# Solution key: series, shifted series or Padé sum for an intruder in N$_2$

**Conventions.** Energies are in $\mathrm{m}E_h$. A valence excited CAS state $|0\rangle$ of N$_2$ couples to one external state $|1\rangle$. With the zero of energy at $\langle0|H|0\rangle$,
$$H(z)=\begin{pmatrix}0&0\\0&D_0\end{pmatrix}+z\begin{pmatrix}0&v\\v&g\end{pmatrix},\qquad v\neq0,\quad D=D_0+g .$$
The physical point is $z=1$. Two assumed parameter sets are used. Case B: $D_0=50$, $g=70$, $v=25$. Case F (a Rydberg-like state that drops below the reference): $D_0=50$, $g=-90$, $v=15$. All energies below are the model's.

## (a) Exact solution, radius, intruder type

With $\Delta=D_0+zg$ the secular equation is $E(E-\Delta)=z^2v^2$. The root with $E(0)=0$ is
$$E(z)=\tfrac12\Big[\Delta-D_0\sqrt{1-2tqz+q^2z^2}\Big],\qquad q=\frac{\sqrt{g^2+4v^2}}{|D_0|},\qquad t=\cos\varphi=-\frac{g}{D_0q}.$$
The radicand vanishes at
$$z_\pm=-\frac{D_0}{g\pm2iv},\qquad |z_\pm|=\frac1q,\qquad \mathrm{Re}\,z_\pm=-\frac{D_0g}{g^2+4v^2}.$$
The squared gap $\Delta^2+4z^2v^2$ is smallest on the real axis at $z=\mathrm{Re}\,z_\pm$, the avoided crossing. Expanding the root in Legendre polynomials gives $E_0=E_1=0$ and, for $n\ge2$,
$$E_n=-\frac{D_0}{2}q^n\,\frac{P_{n-2}(t)-P_n(t)}{2n-1}\;\simeq\;-\frac{D_0}{2}q^n\sqrt{\frac{2\sin\varphi}{\pi}}\;n^{-3/2}\sin\!\big[(n-\tfrac12)\varphi-\tfrac\pi4\big],$$
the last form for large $n$. Since $\sum n^{-3/2}$ is finite, the series converges at $z=1$ exactly when $q\le1$, that is $|D_0|\ge\sqrt{g^2+4v^2}$, equality included. State $|1\rangle$ is an intruder only when $q>1$. It is front-door for $D_0g<0$ ($\mathrm{Re}\,z_\pm>0$, long runs of one sign when $|g|\gg|v|$) and back-door for $D_0g>0$ ($\mathrm{Re}\,z_\pm<0$, alternating terms). For $g=0$ it is neither.

At $z=1$ the target is the root $E_a$ nearer zero, which carries most of $|0\rangle$; $E_b$ is the other. With $\tan2\theta=2|v/D|$, $0<\theta<\pi/4$, one has $\rho=E_a/E_b=-\tan^2\theta$ and reference weight $\cos^2\theta$.

| case | $z_\pm$ | $\lvert z_\pm\rvert$ | type | $E_a$ | $E_b$ | weight |
|---|---|---|---|---|---|---|
| B | $-0.473\pm0.338i$ | 0.581 | back-door | $-5$ | $+125$ | 0.962 |
| F | $+0.500\pm0.167i$ | 0.527 | front-door | $+5$ | $-45$ | 0.900 |

In F the real-axis continuation of $E(z)$ ends on $E_b$, not on the target.

## (b) How the error falls

Two orders cost one new vector (part c), so rates are quoted per two orders.

**Bare series.** The envelope changes by $q^2$: 2.96 (B) and 3.60 (F). Both diverge.

**Shifted series.** Move $s$ from the perturbation into $H_0$: $x=D_0+s$ replaces $D_0$ and $D-x$ replaces $g$, so $H(1)$ is unchanged. Then $q_s^2=[(D-x)^2+4v^2]/x^2\le1$ means $2Dx\ge D^2+4v^2$. Hence $x$ must have the sign of $D$, and the limit is $E_a$. B needs $s\ge20.4$. F needs $s\le-81.25$: no positive shift cures it, and no single $s$ meets both conditions. In $u=1/x$, $q_s^2=(Du-1)^2+4v^2u^2$ is a parabola with minimum
$$x^*=\frac{D^2+4v^2}{D},\qquad q_*^2=\frac{4v^2}{D^2+4v^2}=\sin^22\theta .$$
This gives $s^*=+90.8$, $q_*^2=0.148$ (B) and $s^*=-112.5$, $q_*^2=0.360$ (F).

**Padé sum.** Iterate $E^{[k]}=-z^2v^2/(\Delta-E^{[k-1]})$ from $E^{[0]}=0$. Each step gains a factor $z^2$, so $E^{[k]}=E+O(z^{2k+2})$. By induction numerator and denominator have degrees $k+1$ and $k$. So $E^{[k]}$ is the $[k+1/k]$ approximant built from orders up to $2k+1$; at $z=1$ it depends only on $D$ and $v$, not on $s$. The map has fixed points $E_a,E_b$ and multiplies $(E^{[k]}-E_a)/(E^{[k]}-E_b)$ by $\rho$, so
$$E^{[k]}-E_a=\frac{\rho^{k+1}}{1-\rho^{k+1}}\,(E_a-E_b).$$
The rate is $\tan^2\theta$: 0.040 (B), 0.111 (F). Because $\sin^22\theta/\tan^2\theta=4\cos^4\theta>1$, Padé wins asymptotically over any shift.

## (c) How work and memory grow

Assume the aug-cc-pVDZ basis (46 functions), two frozen 1s orbitals, CAS(10,8), uncontracted $M_S=0$ determinants, and no use of point-group or Hermitian symmetry. There are 44 correlated orbitals, $n_v=36$ of them external. $H_0$ is diagonal on the complement of $|0\rangle$ before projection, so a resolvent costs a few operations per determinant.

The vector $\psi_k$ holds at most $2k$ external electrons. With $A_a=\binom{8}{5-a}\binom{36}{a}$ strings per spin,
$$N_k=\sum_{a+b\le2k}A_aA_b :\quad 3136,\;1.06\times10^{7},\;2.52\times10^{9},\;9.42\times10^{10},\;6.82\times10^{11},\;1.18\times10^{12}$$
for $k=0,\dots,5$, the last being full CI. Per spin a determinant has $5\cdot39=195$ singles and $\binom52\binom{39}{2}=7410$ doubles, so it couples to $C=1+2\cdot195+2\cdot7410+195^2=53236$ determinants.

By Wigner's rule $E_{2k}$ needs $V\psi_0,\dots,V\psi_{k-1}$, and $E_{2k+1}$ needs also $\langle\psi_k|V|\psi_k\rangle$. Counting matrix-element multiply-adds and stored coefficients,
$$W(2k)=C\sum_{j<k}N_j,\qquad W(2k+1)=W(2k)+I_k,\qquad M=\sum_{j\le k}N_j .$$
$I_k$ is $CN_k$ minus the couplings that leave the space. For a string with $o=5-a$, $e=3+a$, $w=36-a$, singles raise the external count in $s_+=ow$ ways and keep it in $s_0=oe+aw$ ways; doubles raise it by two in $d_2=\binom o2\binom w2$ ways and by one in $d_1=\binom o2ew+oa\binom w2$ ways. With primes for the other spin, a determinant has $c_2=d_2+d_2'+s_+s_+'$ couplings that raise the count by two and $c_1=s_++s_+'+d_1+d_1'+s_+s_0'+s_0s_+'$ that raise it by one. Drop $c_1+c_2$ at $a+b=2k$ and $c_2$ at $a+b=2k-1$.

For large $n_v$ and $1\le k\le5$, $M\sim n_v^{2k}$, $W(2k)\sim n_v^{2k}$ and $W(2k+1)\sim n_v^{2k+2}$. Beyond full CI growth is linear, $CN_5=6.28\times10^{16}$ per two orders. The shift costs nothing, and Padé adds a $k\times k$ linear solve, so the three methods cost the same at equal order. The common integral transformation, about $4\cdot46^5=8.2\times10^{8}$ operations, is left out: it exceeds $W(2)$ but is 1.4 per cent of $W(3)$.

## (d) Table

Errors relative to $E_a$; the shifted columns use $s^*$.

| $n$ | $W$ | $M$ | B bare | B shifted | B Padé | F bare | F shifted | F Padé |
|---|---|---|---|---|---|---|---|---|
| 2 | $1.67\times10^{8}$ | $1.06\times10^{7}$ | $-7.5$ | $+0.562$ | – | $-9.5$ | $-1.400$ | – |
| 3 | $6.09\times10^{10}$ | $1.06\times10^{7}$ | $+10.0$ | $-0.094$ | $-0.208$ | $-17.6$ | $-0.104$ | $+0.625$ |
| 4 | $5.64\times10^{11}$ | $2.53\times10^{9}$ | $-11.4$ | $-0.052$ | – | $-31.8$ | $+0.155$ | – |
| 5 | $4.10\times10^{13}$ | $2.53\times10^{9}$ | $+9.8$ | $-0.0039$ | $+0.0083$ | $-55.8$ | $+0.099$ | $-0.068$ |
| 6 | $1.34\times10^{14}$ | $9.67\times10^{10}$ | $-3.0$ | $+0.0035$ | – | $-95.3$ | $+0.022$ | – |
| 7 | $2.96\times10^{15}$ | $9.67\times10^{10}$ | $-10.6$ | $+0.0012$ | $-0.00033$ | $-157.3$ | $-0.0097$ | $+0.0076$ |

The cost steps are $W(3)/W(2)=364$, $W(5)/W(3)=674$ and $W(7)/W(5)=72$. The optimal shift leads at low order; Padé overtakes it at $n=7$ in B and $n=5$ in F.

## (e) Choices

**Cheapest for a tolerance**, taking the first order from which all tabulated errors stay inside it:

| tolerance | B | F |
|---|---|---|
| 1 | shifted, $n=2$ | either, $n=3$ |
| 0.1 | shifted, $n=3$ | either, $n=5$ |
| 0.01 | either, $n=5$ | either, $n=7$ |
| 0.001 | Padé, $n=7$ | none up to $n=7$ |

The $n=2$ pick needs the shift in advance. Since $E_2=-v^2/x$ must lie between $-6$ and $-4$, any $s$ from 54 to 106 serves, which includes a typical level shift of $0.1\,E_h$. Where the table says "either", Padé is preferable: same cost, no parameter, and in F no negative shift, which would shrink every positive denominator.

**Best inside a budget:**

| $W\le$, $M\le$ | orders | B | F |
|---|---|---|---|
| $10^{11}$, $10^{8}$ | $n\le3$ | shifted, $-0.094$ | shifted, $-0.104$ |
| $10^{14}$, $10^{10}$ | $n\le5$ | shifted, $-0.0039$ | Padé, $-0.068$ |
| $10^{16}$, $10^{11}$ | $n\le7$ | Padé, $-0.00033$ | Padé, $+0.0076$ |

In the last row $W(8)=5.15\times10^{15}$ fits, but $\psi_4$ with $6.82\times10^{11}$ coefficients does not. The bare series is never chosen.

**Limits.** In a strict two-state problem $E_2$ and $E_3$ fix $v^2$ and $g$ and thus the exact root; the table stands for one channel among many, where that shortcut and the ideal $s^*$ are lost. A state with both a B-like and an F-like channel admits no common shift, which points to Padé or to moving the diffuse orbital into the active space. The model channel is worth $5\,\mathrm{m}E_h$, while the correlation energy of N$_2$ beyond a valence CAS in such a basis is typically about $0.2\,E_h$, some 40 times more. The tabulated errors describe the intruder channel alone and understate the total error of a real low-order calculation.